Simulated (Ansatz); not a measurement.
A series in volume scale on LiF

All results are calculated (Ansatz 0.2.0-dev). RPA total energy (exact exchange plus RPA correlation) on Kohn-Sham orbitals over scaled volumes of the cell given; energies count from the value at scale 1 or the largest scale.

The cell before it is scaled or strained (space group Fm-3m, No. 225):
```
cell vectors (Å)
   0.0000     2.0050     2.0050
   2.0050     0.0000     2.0050
   2.0050     2.0050     0.0000
atoms (fractions of the cell vectors)
Li  0.00000  0.00000  0.00000
F   0.50000  0.50000  0.50000
```

Settings of every row: orbitals functional PBE; datasets norm_conserving; wave cutoff 1320 eV; k mesh 4x4x4; correlated electrons 10; response cutoff 600 eV; long wavelength term neglected; core valence term semilocal.

Limits: coarse mesh, values belong to these settings and can lie far from the converged crystal; core-valence exchange is approximate on these files; the count of empty bands follows the volume.

| row | volume scale | V (Å³/atom) | RPA energy (eV, a cell) | total energy with exact exchange (eV, a cell) | energy of the functional (eV, a cell) |
| --- | --- | --- | --- | --- | --- |
| 1 | 0.92 | 7.415 | 0.016 | 0.0173 | 0.0539 |
| 2 | 0.96 | 7.738 | ? | ? | ? |
| 3 | 1 | 8.06 | 0 | 0 | 0 |
| 4 | 1.04 | 8.383 | 0.0104 | 0.0109 | -0.0062 |
| 5 | 1.08 | 8.705 | 0.0309 | 0.0315 | -0.0019 |

Question: what RPA energy and total energy with exact exchange should row 2 give?

Worked fit of RPA energy. Take u = (V_r/V)^(2/3) − 1 with V_r = 8.2215 Å³ an atom, which is twice the finite (Eulerian) strain; such expansions in the strain, on which the Birch-Murnaghan equation of state is built, carry the rest volume and the bulk modulus. The shown rows have u = 0.07126, 0.01331, -0.01289, -0.03738. Least squares give RPA energy = 0.00391 − 0.4137 × u + 8.19 × u² eV; a straight line predicts inner rows, each left out in turn, worse (root mean square 0.015 against 0.00042 eV). The rows lie off it by 0.0000, 0.0001, -0.0002, 0.0001. The withheld row has u = 0.04123, so the fit gives 0.00391 − 0.4137 × (0.04123) + 8.19 × (0.04123)² = 0.0008 eV.

The calculation gave -0.0014 eV. The fit lies 0.0022 eV (160 % of the value, 6.8 % of the column's range) above it; its largest miss of a shown row is 0.0002 eV.

Worked fit of total energy with exact exchange. Take u = (V_r/V)^(2/3) − 1 with V_r = 8.2215 Å³ an atom, which is twice the finite (Eulerian) strain; such expansions in the strain, on which the Birch-Murnaghan equation of state is built, carry the rest volume and the bulk modulus. The shown rows have u = 0.07126, 0.01331, -0.01289, -0.03738. Least squares give total energy with exact exchange = 0.00408 − 0.4176 × u + 8.462 × u² eV; a straight line predicts inner rows, each left out in turn, worse (root mean square 0.015 against 6.4e-05 eV). All shown rows lie on it to the printed digit. The withheld row has u = 0.04123, so the fit gives 0.00408 − 0.4176 × (0.04123) + 8.462 × (0.04123)² = 0.0012 eV.

The calculation gave 0.0012 eV. The fit meets it to the printed digit.

The other values of row 2: energy of the functional 0.0191 eV.
